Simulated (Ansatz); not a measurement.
How methods differ on AlCl2 (SMILES [Cl][Al][Cl])

AlCl2 has 3 atoms, charge 0, and is taken as a doublet. SMILES: `[Cl][Al][Cl]`. The shape is that of a PBE0-D4/def2-TZVP optimisation.

```xyz
3

Cl    1.3748    0.8683    0.8387
Al   -0.4321    0.5207   -0.1772
Cl   -0.9536   -1.4538   -0.6747
```

Quantity: the energy change with the Cl1–Al2 bond stretched from 2.102 to 4.204 Å, in eV. The values are calculated.

```json
{"level": "USVWN5/STO-3G", "kind": "LDA", "program": "Ansatz", "value (eV)": "3.53", "less FCI/STO-3G": "+0.73", "CPU time (all runs)": "5.3 s"}
{"level": "UBLYP/STO-3G", "kind": "GGA", "program": "Ansatz", "value (eV)": "2.95", "less FCI/STO-3G": "+0.15", "CPU time (all runs)": "9.2 s"}
{"level": "U-r2SCAN0/STO-3G", "kind": "hybrid meta-GGA", "program": "Ansatz", "value (eV)": "3.61", "less FCI/STO-3G": "+0.81", "CPU time (all runs)": "31 s"}
{"level": "UCAM-B3LYP/STO-3G", "kind": "range-separated hybrid", "program": "Ansatz", "value (eV)": "3.42", "less FCI/STO-3G": "+0.62", "CPU time (all runs)": "6.8 s"}
{"level": "UHSE06/STO-3G", "kind": "range-separated hybrid", "program": "Ansatz", "value (eV)": "3.43", "less FCI/STO-3G": "+0.63", "CPU time (all runs)": "8.5 s"}
{"level": "UB2PLYP/STO-3G", "kind": "double hybrid", "program": "Ansatz", "value (eV)": "3.27", "less FCI/STO-3G": "+0.47", "CPU time (all runs)": "8 s"}
{"level": "UMP2/STO-3G", "kind": "perturbation theory", "program": "Ansatz", "value (eV)": "2.97", "less FCI/STO-3G": "+0.17", "CPU time (all runs)": "1.5 s"}
{"level": "UCCSDTQ/STO-3G", "kind": "coupled cluster or CI", "program": "Ansatz", "value (eV)": "2.80", "less FCI/STO-3G": "0.00", "CPU time (all runs)": "1.8 min"}
{"level": "FCI/STO-3G", "kind": "exact in the basis", "program": "Ansatz", "value (eV)": "2.80", "less FCI/STO-3G": "0.00", "CPU time (all runs)": "2.2 s"}
```

FCI/STO-3G is exact within its basis and frozen core, so for wave-function methods in that basis the difference is their error; functionals converge differently with the basis, so for them it is only a difference. The first shape isn't each level's own minimum. The values span 2.80 to 3.61 eV. All rows use very small basis sets, so even the best lies far from the true value. CPU times are rough (shared hosts, several kinds of processor): they show what a rung costs within a factor of a few.

Every functional makes stretching the Al–Cl bond costlier than full CI does, but the excess doesn't follow the usual ladder of functionals: UBLYP lies closest, at +0.15 eV, while U-r2SCAN0 exceeds even the local-density value. UCCSDTQ matches full CI to the printed precision, so excitations beyond quadruples hardly matter for this energy difference.

Chemically, the stretch leads from an Al(II) radical towards closed-shell AlCl and a chlorine atom. The unpaired electron, at first mainly in an aluminium s–p hybrid, pairs up as the Al(I) lone pair while the spin moves to chlorine. That gain offsets part of the cost of breaking a strong, polar bond. Because neither fragment demands a multireference description, the small UMP2 error of +0.17 eV is understandable. The functionals' higher values probably reflect in part correlation that their density expressions include but a minimal orbital space can't describe. UBLYP's closeness to full CI is therefore no evidence of greater accuracy for the real molecule. Nor is the energy at a finite stretch a dissociation energy, which would require separated, relaxed fragments.
